An electron in a crystal answers a force as if it had a mass of its own, the effective mass, set by how sharply its energy curves with the wave vector. The table gives this mass and the band gap for five nitrides. Γ denotes the centre of the zone of wave vectors, where the valence edge lies in all five crystals.

Band gaps and effective masses of five nitride crystals, computed with Ansatz 0.2.0 at the scalar-relativistic r2SCAN level, without spin polarization, using PAW and plane waves up to 500 eV. Gaps are taken between the band edges over the whole zone, and masses come from central differences with a step of 0.02 Å⁻¹ along Cartesian directions.

| system | k mesh | space group | volume (Å³/atom) | shortest distance (Å) | band gap (eV) | gap kind | lightest electron mass along x, y or z (electron masses) | lightest hole mass along x, y or z (electron masses) |
| --- | --- | --- | --- | --- | --- | --- | --- | --- |
| GaN (P6_3mc) | 12x12x6 | P6_3mc | 11.76 | 1.97 | 2.116 | direct | 0.157 | 0.174 |
| AlGa3N4 (P-4m2) | 8x8x4 | P-4m2 | 11.48 | 1.91 | 2.491 | direct | 0.195 | 0.176 |
| AlGa2N3 (I-4m2) | 12x12x12 | I-4m2 | 11.39 | 1.91 | 2.706 | direct | 0.207 | 0.186 |
| BN (F-43m) | 12x12x12 | F-43m | 5.95 | 1.57 | 4.986 | indirect | 0.293 | 0.474 |
| BN (P6_3mc) | 12x12x6 | P6_3mc | 5.97 | 1.57 | 5.769 | indirect | 0.298 | 0.338 |

**(a) Compare GaN and BN in the same space group, P6_3mc. Which has the wider gap, and why?**

BN, by a factor of 2.7. Both crystals have the wurtzite structure. This BN is called hexagonal below and in the output, but it is not the layered, graphite-like form that also goes by that name. Its shortest distance is 1.57 Å against 1.97 Å in GaN. Orbitals on closer atoms overlap more, which pushes filled bonding states down and empty antibonding states up.

The cation's own level doesn't add to this. In the free atoms boron's 2s electrons are bound somewhat more tightly than gallium's 4s electrons, which by itself would put the conduction edge of BN lower, not higher. The short, strong bonds are expected to outweigh that. The conduction edge of BN also belongs to another kind of state, as (d) shows, so the table can't split the difference into separate causes.

**(b) What happens to the gap when aluminium replaces part of the gallium?**

It widens, by 0.375 eV from GaN to AlGa3N4 and by another 0.215 eV to AlGa2N3. The state at the conduction edge is antibonding and has much s character on the cations. Gallium has a filled 3d shell that screens the nucleus poorly, which leaves its 4s level deep. Aluminium has no such shell and its 3s level lies higher, so exchanged atoms are expected to raise the edge. The valence edge should sink as well, because fewer gallium 3d states are left to push it up from below. Measured from each crystal's mean electrostatic potential, a rough reference when the composition changes, the conduction edge rises by 0.25 and 0.16 eV in the two steps and the valence edge falls by 0.12 and 0.06 eV. The volume per atom also shrinks down these rows, and compression is expected to widen a direct gap at Γ. The table can't separate this from the effect of the atomic levels.

The two steps should not be joined into a composition curve. Per unit of aluminium fraction they correspond to 1.5 and 2.6 eV, which looks like a strong upward bend. But GaN here has the hexagonal wurtzite structure, while both mixed crystals are layered orderings of the cubic zinc-blende type. Cubic GaN has a gap smaller by roughly 0.2 eV (a recalled value), and starting from there the first slope would be about 2.3 eV. Much of the bend is thus probably the change of structure.

**(c) How much heavier should the electron become from GaN to AlGa3N4?**

The listed masses rise by 24 %, but they belong to different directions. The value for GaN is along the hexagonal axis, those for the mixed crystals lie in the plane across their layering axis. The same calculation gives 0.1735 for GaN in its own plane, and from there the rise is only 12 %.

The likely cause of this rise is the wider gap. Exactly at Γ the s-like conduction state doesn't mix with the uppermost valence states, which are built from p orbitals lying in the plane. A small step away from Γ in that plane lets them mix, and mixed levels repel each other, so the conduction band is pushed upward. The closer the valence states, the stronger the push, the sharper the curvature and the lighter the electron. A wider gap weakens the push.

Second-order perturbation theory, known here as k·p theory, puts this into a formula. For a small wave vector $k$ the conduction energy is

$$E(k)=E(0)+\frac{\hbar^2k^2}{2m_0}+\frac{\hbar^2k^2p^2}{m_0^2E_g},$$

where $m_0$ is the free-electron mass, $E_g$ the gap and $p$ the momentum matrix element that couples the two states. Comparing this with $\hbar^2k^2/2m$ gives

$$\frac{m_0}{m}=1+\frac{S}{E_g},\qquad S=\frac{2p^2}{m_0}.$$

GaN fixes the strength: $S=(1/0.1735-1)\times2.116\ \text{eV}=10.1$ eV. If AlGa3N4 has the same $S$, its mass is $1/(1+10.08/2.491)=0.198$. The calculation gives 0.195.

For AlGa2N3 the same step gives 0.212 against 0.207. Neither mixed crystal was used to set $S$, and the estimates are about 2 % too high relative to the computed masses. Keeping the mass of GaN unchanged would have missed by 11 and 16 %, so in the plane the change of gap alone gives the whole rise and slightly more. The agreement supports the picture without proving it, because $S$ also absorbs the effect of more distant bands and the structure changes between the crystals. Along the third axis the picture falls short. There the mass rises by 34 %, from 0.1566 in GaN to 0.2104 in AlGa3N4, and the same step gives less than half of that. This axis runs along a bond in GaN but along a cube axis, across the Al and Ga layers, in the mixed crystal, so one strength can't be expected to serve both. The planes across these axes don't correspond either, so the close agreement in the plane may be partly luck. Along the diagonal of x, y and z, which averages the three inverse masses, the mass goes from 0.1675 to 0.2001 and the same step gives 0.1915, about three quarters of the rise. From AlGa3N4 to AlGa2N3, which share a structure type, the step holds within 2 % both in the plane and along the axis. The output printed after this text lists the two estimates and their errors.

**(d) Can the two BN crystals be added to the same line of mass against gap?**

No. Their lowest conduction states are not at Γ. In cubic BN the minimum lies at X, on the zone's face along a cube axis; in hexagonal BN it lies at K, at an edge of the hexagonal zone. The electron there is a different kind of state with different neighbours in energy, so the strength taken from GaN has no meaning for it.

The shape of the valley differs as well. An s-like state at Γ looks much the same from every side, and in the first three crystals its mass changes with direction by only about a tenth or less. At X in cubic BN the mass is 0.293 across the valley's axis but 0.876 along it, and the table lists only the smaller value. For current, the inverse masses are averaged over the equivalent valleys: $3/(2/0.293+1/0.876)=0.38$. The listed value alone makes the electrons look lighter than they are for current.

**(e) The two BN crystals have the same shortest distance. Why do their gaps differ by 0.78 eV?**

A general widening would enlarge the direct gaps too, yet the smallest direct gap found on the mesh is 0.58 eV smaller in the hexagonal crystal. That is only a hint, since the hexagonal cell holds twice as many atoms and so brings more pairs of states to the same wave vector. The band edges say more. Measured from each crystal's mean electrostatic potential, the conduction edge lies 0.91 eV higher there and the valence edge only 0.12 eV higher. This reference is approximate, though reasonable for two crystals of nearly equal density. The difference is therefore mainly one of the lowest conduction valley.

Stacking is the likely reason. Both crystals join each atom to four neighbours, but they stack their layers differently. In the cubic crystal every layer is shifted against the one below by the same step, so the low state at X can keep one phase relation from layer to layer. In the hexagonal crystal the shift reverses each time. That breaks the rhythm, the wave has no exact counterpart, and the lowest state left is the higher one at K. Silicon carbide is known to behave alike: its gap is wider in the purely hexagonal form than in the cubic one.

This also suggests why GaN cares much less about stacking, as the small shift in (b) indicates. Its conduction state at Γ has the same phase in every cell, so there is no rhythm to break.

**(f) Are holes heavier in cubic BN than in hexagonal BN?**

By the listed values they are: the lightest hole has 0.474 in the cubic crystal and 0.338 in the hexagonal one. Along the cube's body diagonal, however, the same cubic crystal has a hole of only 0.231. The order of the two crystals thus depends on the direction chosen, and x, y and z are not the same directions in the two structures. The hexagonal axis corresponds to the cube's body diagonal. There the two heavy holes nearly agree, 1.2403 against 1.2261, while the third band of the hexagonal crystal lies 0.264 eV below the edge and is not counted. The hexagonal plane contains the cube's face diagonal, where the cubic light hole has 0.2646, less than 0.338.

The reason is that three p-like bands meet at the valence edge of cubic BN. They mix differently for each direction of motion. The bonds point along the body diagonals, and p orbitals aligned with them overlap head-on, which plausibly gives the light hole there. Spin-orbit coupling, absent here, would split the meeting point and alter the masses very close to the edge.

**(g) Which digits of the table can be trusted?**

The decimals of a gap describe the calculation, not the material, and for GaN even the first digit is off. The measured gap of GaN is roughly 3.5 eV (recalled), so this calculation falls short by about 1.4 eV. Most of that is expected to be the usual underestimate of semilocal Kohn-Sham gaps, but the cell used here is also slightly larger than the measured one (recalled), which should narrow the gap somewhat further. Changes between similar crystals usually suffer less, since part of the error is shared, but the table has no second method to test this. By the formula in (c), a gap that is too small also tends to make the electron too light.

For holes, the step from 0.174 in GaN to 0.176 in AlGa3N4 deserves no explanation. The two crystals differ in structure, and a third valence band of GaN lies only 34 meV below the edge, close enough for the missing spin-orbit coupling to matter. What can be used is that the electron mass rises with the gap as long as the conduction minimum stays at Γ. The size of the rise is safest between crystals of one structure type, compared along the same direction. For a neighbouring nitride, the first thing to look up is therefore where that minimum lies, and only then how wide the gap is.

Printed output of the fit:

```
Gap of hexagonal BN over gap of GaN, same space group (ratio): 2.726
Shortest distance in hexagonal BN over that in GaN (ratio): 0.797
Gap rise from GaN to AlGa3N4 (eV): 0.375
Gap rise from AlGa3N4 to AlGa2N3 (eV): 0.215
Gap rise per unit Al fraction, GaN to AlGa3N4 (eV): 1.5
Gap rise per unit Al fraction, AlGa3N4 to AlGa2N3 (eV): 2.58
First slope if GaN were zinc blende, rough recalled shift 0.2 eV (eV): 2.3
Rise of the listed electron mass, GaN to AlGa3N4 (percent): 24.2
Rise of the in-plane electron mass, GaN to AlGa3N4 (percent): 12.39
Coupling strength S from GaN in the plane (eV): 10.08
Estimated in-plane mass of AlGa3N4 (electron masses): 0.1982
Estimate less computed mass, AlGa3N4 (percent): 1.618
Estimated in-plane mass of AlGa2N3 (electron masses): 0.2116
Estimate less computed mass, AlGa2N3 (percent): 2.241
Gap of hexagonal BN less gap of cubic BN (eV): 0.783
Smallest direct gap on the mesh, hexagonal less cubic BN (eV): -0.5785
Conduction edge against mean potential, hexagonal less cubic BN (eV): 0.9077
Valence edge against mean potential, hexagonal less cubic BN (eV): 0.1248
Electron mass of cubic BN at X, along the valley axis over across it (ratio): 2.994
Electron mass of hexagonal BN at K, in the plane over along the axis (ratio): 1.681
Lightest hole mass of cubic BN, along x over along 111 (ratio): 2.056
Third valence band of GaN below the edge (meV): 34
Shortfall of the GaN gap against a rough recalled 3.5 eV (eV): 1.384
```
